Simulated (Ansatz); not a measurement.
Isomers of CH5SSn

2 of its isomers, all doublets with charge 0: A = `C[S][SnH2]`; B = `[CH3][SnH][SH]`.

Shapes, held fixed at every level: PBE0-D4/def2-TZVP. Flexible molecules stand in one conformer, not always the lowest. Programs: Ansatz 0.2.0.

A:

```xyz
8

C    -0.6789    1.1555   -0.4426
S    -0.9813   -0.1304    0.8016
Sn    0.6707   -1.7587    0.1790
H    -0.9740    0.8202   -1.4364
H     0.3661    1.4648   -0.4502
H    -1.2968    2.0098   -0.1654
H     2.1273   -0.8725   -0.1209
H     0.8590   -2.7456    1.5791
```

B:

```xyz
8

C    -0.7193    0.8799   -0.4616
Sn    1.1928   -0.0872   -0.1642
S     0.8584   -1.8942    1.4138
H    -1.0453    1.3497    0.4652
H    -1.4358    0.1135   -0.7609
H    -0.6298    1.6333   -1.2440
H     1.6717   -0.9303   -1.5969
H     0.1993   -1.1218    2.2928
```

Electronic energies in kJ/mol, without zero-point or thermal terms.

```tsv
level	kind	B − A
r2SCAN0-D4/def2-TZVPP	global hybrid	-44.0
B2PLYP/def2-TZVPP	double hybrid	-46.7
MP2/def2-SVP	perturbation theory	-44.5
MP2/def2-TZVPP	perturbation theory	-52.1
CCSD(T)/def2-SVP	coupled cluster or CI	-41.4
CCSD/def2-TZVPP	coupled cluster or CI	-48.9
CCSD(T)/def2-TZVPP	coupled cluster or CI	-48.6
```

The highest level, CCSD(T)/def2-TZVPP, puts B lowest of these. All levels agree on that. The B − A difference spans -52.1 to -41.4 kJ/mol over the levels. Open shells run unrestricted unless RO is named. For atoms past krypton def2 sets carry core potentials with scalar relativity. Correlated rows may include outer-core shells of Sn, which these sets cover unevenly.

The methyltin thiol radical B lies clearly below the methylthio-stannyl radical A, by 48.6 kJ/mol at the highest level. Both structures keep the Sn–S link and a three-coordinate tin that formally carries the unpaired electron, so radical stabilisation should largely cancel. What differs is the exchange of a C–S and an Sn–H bond for a C–Sn and an S–H bond. The S–H bond is much stronger than Sn–H, where the diffuse tin valence orbitals overlap poorly with hydrogen 1s, and this gain probably outweighs the modest cost of replacing C–S by C–Sn.

Connected triples barely matter in the larger basis, with CCSD at -48.9 and CCSD(T) at -48.6 kJ/mol, which suggests that neither isomer has unusual correlation demands. Enlarging the basis shifts the gap considerably more, so its exact size is less secure than its sign. The preference is energetic only: without a barrier for the rearrangement, nothing follows about whether A would persist once formed.
